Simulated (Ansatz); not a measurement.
# A series in volume scale on Ti

All results are calculated (Ansatz 0.2.0). Plane-wave DFT, scalar-relativistic PAW made under PBE with cores redone for the functional, no dispersion; the given relaxed cell is scaled uniformly, energy at zero smearing counts from the unscaled cell, pressure at the given Fermi-Dirac smearing is positive in compression.

The cell before it is scaled or strained (space group P6_3/mmc, No. 194):
```
Ti
1.0
      2.8953     0.0000     0.0000
     -1.4477     2.5074     0.0000
      0.0000     0.0000     9.2651
Ti
4
Direct
  0.00000 1.00000 0.00000
  0.00000 1.00000 0.50000
  0.33333 0.66667 0.25000
  0.66667 0.33333 0.75000
```

Settings of every row: spin polarised no; functional PBEsol; wave cutoff 420 eV; smearing width 0.1 eV; k mesh 14x14x4.

Atom starting moment: 0 on all atoms.

Limits: the cell comes from a prototype or a list of computed structures and needn't be the stable phase.

| row | volume scale | V (Å³/atom) | pressure (GPa) | energy change per atom (meV) |
| --- | --- | --- | --- | --- |
| 1 | 0.88 | 14.798 | 18.52 | 104.88 |
| 2 | 0.92 | 15.47 | 11.25 | 43.42 |
| 3 | 0.96 | 16.143 | 5.16 | 9.96 |
| 4 | 1.04 | 17.488 | -4.24 | 9.77 |
| 5 | 1.08 | 18.161 | ? | ? |
| 6 | 1.12 | 18.833 | -10.8 | 76.2 |

Question: what pressure and energy change per atom should row 5 give?

Worked fit of pressure. Take u = (V_r/V)^(2/3) − 1 with V_r = 16.143 Å³ an atom, which is twice the finite (Eulerian) strain; such expansions in the strain, on which the Birch-Murnaghan equation of state is built, carry the rest volume and the bulk modulus. The shown rows have u = 0.05971, 0.0288, 0, -0.05195, -0.09765. Least squares give pressure = 5.156 + 200.84 × u + 383.6 × u² GPa; a straight line predicts inner rows, each left out in turn, worse (root mean square 1.1 against 0.0089 GPa). The rows lie off it by 0.00, -0.01, 0.00, 0.00, 0.00. The pressure vanishes at u = -0.0271, or V = 16.82 Å³ an atom, and there the bulk modulus at fixed shape and fractions is B = −V dP/dV = (2/3)(1 + u) dP/du = 117 GPa. Letting shape and atoms relax would as a rule lower it, by much in layered, chain or molecular crystals. The withheld row has u = -0.07552, so the fit gives 5.156 + 200.84 × (-0.07552) + 383.6 × (-0.07552)² = -7.82 GPa.

The calculation gave -7.81 GPa. The fit lies 0.01 GPa (0.034 % of the column's range) below it, one unit of the last digit.

Worked fit of energy change per atom. Take u = (V_r/V)^(2/3) − 1 with V_r = 16.143 Å³ an atom, which is twice the finite (Eulerian) strain; such expansions in the strain, on which the Birch-Murnaghan equation of state is built, carry the rest volume and the bulk modulus. The shown rows have u = 0.05971, 0.0288, 0, -0.05195, -0.09765. Least squares give energy change per atom = 9.669 + 736.27 × u + 14484.6 × u² meV; a straight line predicts inner rows, each left out in turn, worse (root mean square 41 against 0.96 meV). The rows lie off it by -0.39, 0.53, 0.29, -0.74, 0.31 (root mean square 0.48 meV). The withheld row has u = -0.07552, so the fit gives 9.669 + 736.27 × (-0.07552) + 14484.6 × (-0.07552)² = 36.68 meV.

The calculation gave 36.08 meV. The fit lies 0.60 meV (1.7 % of the value, 0.63 % of the column's range) above it; its largest miss of a shown row is 0.74 meV.
